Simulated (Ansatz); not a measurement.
## CH5P (SMILES C=[PH3]): where methods fail along a bond

CH5P: 7 atoms, total charge 0, spin state singlet. As SMILES, `C=[PH3]`. The shape is that of a GFN2-xTB optimisation.

```xyz
7

C    -0.2817   -1.0503    0.3483
P     0.1491    0.5299   -0.0774
H     0.4219   -1.7700   -0.0654
H    -1.3020   -1.2690    0.0398
H     0.2974    1.2962   -1.2712
H    -0.6714    1.4276    0.5752
H     1.3867    0.8357    0.4507
```

The C1–H3 distance is scanned; the parts on either side stay rigid. Basis STO-3G, 6 core orbitals frozen in the correlated methods; program Ansatz 0.2.0. FCI is exact within this basis and core. Energies in eV from each method's value at 1.088 Å; methods without a U are spin-restricted. The shape above is that at 1.088 Å.

(1) At 2.72 Å, estimate the order of these methods by their error in the energy rise against FCI, smallest first.
A. HF
B. CCSDT(Q)
C. CCSD(T)

```
distance (Å)    HF  CCSD(T)  CCSDT(Q)   FCI
       1.088  0.00     0.00      0.00  0.00
       1.360  1.18     0.81      0.81  0.81
       1.632  3.27     2.36      2.35  2.35
       2.176  7.20     4.58      4.58  4.58
       2.720  9.69     5.08      5.23  5.24
```

Answers

(1) B (0.01 eV), C (0.16 eV), A (4.44 eV).

The HF error grows at every step of the stretch because a restricted determinant keeps both electrons of the C–H bond in one spatial orbital. As the σ and σ* orbitals approach degeneracy, the exact singlet needs both configurations to place one electron on each fragment, whereas HF retains ionic terms that keep its energy climbing while the FCI curve flattens.

CCSD(T) recovers most of this correlation and still matches FCI at 2.176 Å, but by 2.720 Å it lies too low, at 5.08 against 5.24 eV. The likely cause is its perturbative triples term, which overcorrects as the orbital energy denominators shrink. CCSDT(Q) treats the triples iteratively and stays close to FCI throughout, though its quadruples remain perturbative, so this accuracy need not carry over to longer distances or to breaking the C–P multiple bond. The FCI energy is still rising at the last point, so the scan does not establish a dissociation limit.
